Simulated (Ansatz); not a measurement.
Rh: pressure against volume per atom

Periodic Kohn-Sham DFT of a crystal at fixed atoms; pressure and stress are positive in compression; the energy is the free energy less that of spherical unpolarised free atoms; site moments are those in the method's own spheres, positive along +z. The results are calculated, by Ansatz 0.2.0.

Cell of the first row (space group Fm-3m, No. 225):
```
Rh
1.0
      0.0000     1.8627     1.8627
      1.8627     0.0000     1.8627
      1.8627     1.8627     0.0000
Rh
1
Direct
  0.00000 0.00000 0.00000
```

Settings of every row: method all-electron PAW; functional LDA; relativity scalar; k mesh 16x16x16; filling fermi-dirac; smearing width 0.03 eV; nucleus gaussian.

Atom start moment: 0 on all atoms.

```csv
row,volume per atom (Å³),pressure (GPa)
1,12.927,7.732
2,13.202,0.612
3,13.477,-5.666
4,13.614,-8.518
5,13.752,-11.196
6,13.889,-13.707
7,14.027,-16.063
8,14.302,?
9,14.577,-24.09
```

Question: what pressure should row 8 give?

Worked fit of pressure. Take u = (V_r/V)^(2/3) − 1 with V_r = 13.683 Å³ an atom, which is twice the finite (Eulerian) strain; such expansions in the strain, on which the Birch-Murnaghan equation of state is built, carry the rest volume and the bulk modulus. The shown rows have u = 0.03862, 0.02414, 0.01016, 0.00338, -0.00335, -0.00991, -0.01642, -0.04132. Least squares give pressure = −9.8771 + 399.734 × u + 1404.95 × u² + 1334 × u³ GPa; a parabola predicts inner rows, each left out in turn, worse (root mean square 0.022 against 0.0074 GPa). The rows lie off it by -0.001, 0.002, 0.003, -0.008, 0.004, -0.005, 0.005, -0.001 (root mean square 0.0043 GPa). The pressure vanishes at u = 0.0228, or V = 13.23 Å³ an atom, and there the bulk modulus at fixed shape and fractions is B = −V dP/dV = (2/3)(1 + u) dP/du = 318 GPa. The withheld row has u = -0.02907, so the fit gives −9.8771 + 399.734 × (-0.02907) + 1404.95 × (-0.02907)² + 1334 × (-0.02907)³ = -20.343 GPa.

The calculation gave -20.339 GPa. The fit lies 0.004 GPa (0.013 % of the column's range) below it; its largest miss of a shown row is 0.008 GPa.
